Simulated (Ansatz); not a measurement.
# CH2NSn+: structure from calculated spectroscopic constants

These gas-phase data were calculated for one isomer of CH2NSn+ at r2SCAN-D4/def2-SVP (harmonic, unscaled wavenumbers; equilibrium rotational constants with average atomic masses):

| Property | Result |
| --- | --- |
| rotational constants | 281.6, 2.934, 2.904 GHz |
| all wavenumbers above 1500 cm⁻¹ | 3106, 3007, 1758 |

Candidates:

(1) `C#[N+][SnH]`, a singlet
(2) `C=[N+]=[Sn]`, a singlet

**Question.** Which structure fits?

**Answer.** Candidate (2). No mode falls between 2050 and 2420 cm⁻¹, where the C≡N stretch of (1) would stand.

The same quantities for all candidates:

```tsv
	rotational constants (GHz)	wavenumbers above 1500 cm⁻¹	E above the lowest, r2SCAN-D4/def2-SVP (kcal/mol)
(1)	161.6, 2.521, 2.482	3388, 2229, 1799	10.8
(2)	281.6, 2.934, 2.904	3106, 3007, 1758	0.0
```

Harmonic stretches to hydrogen usually lie a few per cent above observed fundamentals. Atoms past krypton carry core potentials. Programs: Ansatz 0.2.0.

The rotational constants support the assignment independently of the missing C≡N stretch. A value of 281.6 GHz is typical of a CH2 group whose two hydrogens are the only atoms off an essentially linear C–N–Sn axis. In (1) the hydrogen on tin also lies well off the axis, which lowers the constant to 161.6 GHz. The pair at 3106 and 3007 cm⁻¹ is then the two CH2 stretches, and 1758 cm⁻¹ the C=N stretch. That last band would be ambiguous alone, since the Sn–H stretch of (1) falls close by.

The larger two small constants of (2) suggest a shorter Sn–N contact. Candidate (1) is best seen as HCN datively bound to HSn⁺, whereas (2) has a covalent Sn–N bond, probably strengthened by donation from the nitrogen lone pair into an empty tin 5p orbital, which would also favour the linear skeleton. The energy order agrees with this picture but is not itself evidence for the assignment, and says nothing about the barrier between the isomers.
